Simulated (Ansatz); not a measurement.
Strength of the C–H bond: C2H2F4O → C2HF4O + H

Species: C2H2F4O (1,1′-oxybis[1,1-difluoromethane]) `FC(F)OC(F)F`, singlet; C2HF4O `F[C](F)OC(F)F`, doublet; H atom, doublet. 

Shapes, held fixed at every level: PBE0-D4/def2-TZVP. Flexible molecules stand in one conformer, not always the lowest. Programs: Ansatz 0.2.0. Electronic energies: no zero-point or thermal term.

Q: Estimate ΔE of this reaction.

A: The highest level, CCSD(T)/CBS estimate, gives ΔE = +473.1 kJ/mol; the levels span +364.2 to +473.1. The column of differences is taken from that level and isn't an error. Hartree–Fock misses the correlation of the pair that is broken and comes out low. No measured value is set beside it here. Open shells run unrestricted unless RO is named. The CBS estimate extrapolates MP2 from def2-TZVPP and def2-QZVPP and adds CCSD(T) − MP2 in the triple-zeta set, cores frozen. Times are processor times on shared x86 and Arm servers, and rough.

| level | kind | ΔE (kJ/mol) | less CCSD(T)/CBS estimate | CPU time (sum over the molecules) |
| --- | --- | --- | --- | --- |
| HF/def2-TZVPP | Hartree–Fock | +364.2 | -108.9 | – |
| r2SCAN-D4/def2-TZVPP | meta-GGA | +441.3 | -31.8 | 42 s |
| B3LYP-D4/def2-TZVPP | global hybrid | +455.8 | -17.3 | 38 s |
| PBE0-D4/def2-TZVPP | global hybrid | +447.6 | -25.5 | 29 s |
| wB97M-V/def2-TZVPP | range-separated hybrid | +468.8 | -4.3 | 83 s |
| MP2/def2-TZVPP | perturbation theory | +462.4 | -10.7 | – |
| CCSD(T)/CBS estimate | coupled cluster or CI | +473.1 | 0.0 | 24 min |

Breaking this C–H bond costs +473.1 kJ/mol at the coupled-cluster level, which marks it as a strong bond even though the radical centre carries two fluorines and an oxygen. Two substituent effects oppose each other. Lone pairs on fluorine and oxygen delocalise into the half-filled orbital and stabilise the radical. The same electronegative atoms draw carbon p character into their own bonds, leaving the C–H bond rich in s character and favouring a pyramidal radical, where that delocalisation is less effective. The strength of the bond suggests that the stabilisation is largely offset.

Every other level gives a weaker bond. Among the functionals, wB97M-V comes closest and r2SCAN-D4 lies furthest away, but the share of exact exchange alone doesn't set the order, since PBE0 contains more of it than B3LYP and still falls lower. MP2 recovers most of the Hartree–Fock shortfall, and its remaining gap probably mixes basis-set incompleteness with higher-order correlation. Without the fluorine-free ether for comparison, the net substituent effect can't be quantified.
